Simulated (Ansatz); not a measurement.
## A series in volume scale on TaN

All results are calculated (Ansatz 0.2.0). Free energy against uniform scaling of the volume at fixed shape and fractions; periodic cell, basis, potentials, k mesh and filling as listed.

The cell before it is scaled or strained (space group P-6m2, No. 187):
```
cell vectors (Å)
   2.9380     0.0000     0.0000
  -1.4690     2.5444     0.0000
   0.0000     0.0000     2.8830
atoms (fractions of the cell vectors)
Ta  0.33333  0.66667  0.50000
N   0.00000  0.00000  0.00000
```

Settings of every row: functional PBEsol; dispersion none; potentials PAW; wave cutoff 500 eV; density cutoff 2000 eV; k mesh 11x11x10; k shift 0x0x0; occupations fermi dirac; smearing width 0.15 eV; spin none.

Limits: coarse k mesh, up to 40 meV an atom off; no spin-orbit coupling, which can matter with elements this heavy.

| row | volume scale | V (Å³/atom) | energy above lowest point (meV/atom) |
| --- | --- | --- | --- |
| 1 | 0.9 | 9.698 | 106.8 |
| 2 | 0.925 | 9.968 | 50.5 |
| 3 | 0.95 | 10.237 | 15.8 |
| 4 | 0.975 | 10.506 | 0 |
| 5 | 1 | 10.776 | 0.6 |
| 6 | 1.025 | 11.045 | 15.7 |
| 7 | 1.05 | 11.315 | 43.3 |
| 8 | 1.075 | 11.584 | 81.9 |
| 9 | 1.1 | 11.853 | ? |

Question: what energy above lowest point should row 9 give?

Worked fit of energy above lowest point. Take u = (V_r/V)^(2/3) − 1 with V_r = 10.641 Å³ an atom, which is twice the finite (Eulerian) strain; such expansions in the strain, on which the Birch-Murnaghan equation of state is built, carry the rest volume and the bulk modulus. The shown rows have u = 0.06382, 0.04452, 0.02614, 0.00855, -0.00837, -0.02454, -0.04012, -0.05503. Least squares give energy above lowest point = −1.61 − 41.8 × u + 27030 × u² + 3873 × u³ meV/atom; a parabola predicts inner rows, each left out in turn, worse (root mean square 0.21 against 0.069 meV/atom). The rows lie off it by 0.0, 0.1, 0.0, 0.0, 0.0, 0.1, 0.0, 0.0. Its lowest point lies at u = 0.0008, or V = 10.63 Å³ an atom, and the curvature there gives the bulk modulus at fixed shape and fractions, B = (4/9)(1 + u)² E″(u)/V = 363 GPa. Letting shape and atoms relax would as a rule lower it, by much in layered, chain or molecular crystals. The withheld row has u = -0.06939, so the fit gives −1.61 − 41.8 × (-0.06939) + 27030 × (-0.06939)² + 3873 × (-0.06939)³ = 130.1 meV/atom.

The calculation gave 130 meV/atom. The fit lies 0.1 meV/atom (0.077 % of the column's range) above it, one unit of the last digit. This row lies beyond the range of the fit.
